**Statement.** Take $-u''+Vu=zu$ with $V$ real and locally integrable on an open interval. At an endpoint either every solution is square integrable for every $z$ (limit circle, LC), or for each nonreal $z$ exactly one is, up to a factor (limit point, LP). This is Weyl's alternative (1910). Only an LC end needs a boundary condition.

**Units.** With $x=r/a_0$, $E=\varepsilon\,$Ry and a fixed proton,
$$-u''+\Big[\frac{l(l+1)}{x^2}-\frac2x\Big]u=\varepsilon u .$$
The barrier yields to Coulomb at $x=l(l+1)/2$, Coulomb to energy at $x=2/|\varepsilon|$.

**Infinity.** $V\ge -Cx^2$ suffices for LP. For $V=-x^a$ WKB gives $|u|^2\sim x^{-a/2}$ for both solutions, and $\int_1^\infty x^{-a/2}dx=2/(a-2)$ exists only for $a>2$, which is LC. Hydrogen has $V\ge-2$ for $x\ge1$: LP.

**Origin.** Frobenius gives $u_1=x^{l+1}[1-x/(l+1)+\dots]$ and $u_2=x^{-l}[1+x/l+\dots]$, but $u_2=1-2x\ln x+O(x^2\ln x)$ for $l=0$. For a barrier $g/x^2$ put $\mu=\sqrt{g+1/4}$, here $l+\tfrac12$. Then $\int_b^1x^{1-2\mu}dx=(1-b^{2-2\mu})/(2-2\mu)$, finite as $b\to0$ only for $\mu<1$, $g<3/4$. A cutoff $b$ blurs the threshold while $|2-2\mu|\ln(1/b)\lesssim1$. So $l=0$ is LC and $l\ge1$ is LP.

**The $l=0$ family.** I impose $u\propto x-\lambda(1-2x\ln x)+o(x)$, where $\lambda=0$ means $u(0)=0$, the usual atom. With $\varepsilon=-1/\nu^2$ the decaying Whittaker solution expands as $1-2x\ln x-2x\Phi(\nu)$, hence
$$\frac1{2\lambda}=\Phi(\nu)=\psi(1-\nu)-\ln\nu+\frac1{2\nu}+C_0,\quad C_0=\ln2+2\gamma-1=0.848,$$
with $\psi$ the digamma function and $\gamma$ Euler's constant.

*Small $|\lambda|$.* Set $\nu=n+\delta$. The pole $\psi(1-\nu)\simeq1/\delta+\psi(n)$ gives $\delta\simeq2\lambda(1+2\lambda K_n)$, $K_n=\psi(n)-\ln n+1/(2n)+C_0$, $K_1=0.770$. The leading shift is $\Delta\varepsilon=2\delta/n^3=4\lambda/n^3$, the first-order shift of a contact term $2\pi\lambda\,\delta^3(\mathbf r)$ in hartree units. For $\lambda>0$ there is also a deep level, $1/\nu\simeq1/\lambda+2\ln\lambda-2(C_0-\gamma)$.

*Large $n$.* Reflection gives $\Phi=\pi\cot\pi\nu+C_0-1/(12\nu^2)+\dots$, so the defect becomes independent of $n$: $\pi\cot\pi\delta=1/(2\lambda)-C_0$. The linear law fails near $|\lambda|\sim1/(2\pi)=0.16$. At $1/\lambda=0$ I get $\delta=0.584$ (mod 1), a value tied to writing $\ln x$ in units of $a_0$.

**Core sensitivity.** Let the normalised state start as $Ax^{l+1}$ and put a hard wall at $x=b\ll1$, so $u\simeq A(x^{l+1}-b^{2l+1}x^{-l})$. The Wronskian identity gives $\Delta\varepsilon\simeq u'(b)\,Ab^{l+1}=(2l+1)A^2b^{2l+1}$. For 2s, $A^2=1/2$ and the shift is $b/2$. For 2p, $A^2=1/24$ and it is $b^3/8$, a ratio $b^2/4$. A core tuned to hold a finite share of $u_2$ as $b\to0$ survives for $l=0$. For $l\ge1$ the norm of $u_2$ grows as $b^{1-2l}$ and that component collapses onto the core.

**Hydrogen.** Take an approximate rms proton radius of 0.84 fm, $\rho=1.59\times10^{-5}$ in units of $a_0$. As a wall radius this makes the 2p/2s ratio $6.3\times10^{-11}$. The proton is a smeared charge, not a wall: $\int\delta V\,d^3r=(2\pi/3)\rho^2$, so $\lambda=\rho^2/3=8.4\times10^{-11}$ and the model's 1s shift is $4\lambda\,\mathrm{Ry}/h=1.1$ MHz. The neglected Darwin term $(\pi\alpha^2/2)\,\delta^3(\mathbf r)$ amounts to $\lambda=\alpha^2/4=1.33\times10^{-5}$, five orders larger, and the $p^4$ term is of the same order $\alpha^2$. The deep level has size $\lambda a_0$, far inside the proton, so it is an artefact of the point limit.

**Donor in silicon.** In an isotropic one-valley model I take an effective Rydberg of about 31 meV and fit $\lambda$ to a typical phosphorus binding of about 45 meV. Then $\nu=\sqrt{31/45}=0.830$ and $\lambda=1/2\Phi=-0.11$ effective Bohr radii, against $\delta/2=-0.085$ from the linear law, so this case sits near the crossover. The next root is $\nu=1.83$: the model binds 2s by 9.2 meV, 1.5 meV deeper than at $\lambda=0$, while its p levels take no parameter. The neglected mass anisotropy typically deepens 2s by roughly 1 meV, which rivals that shift.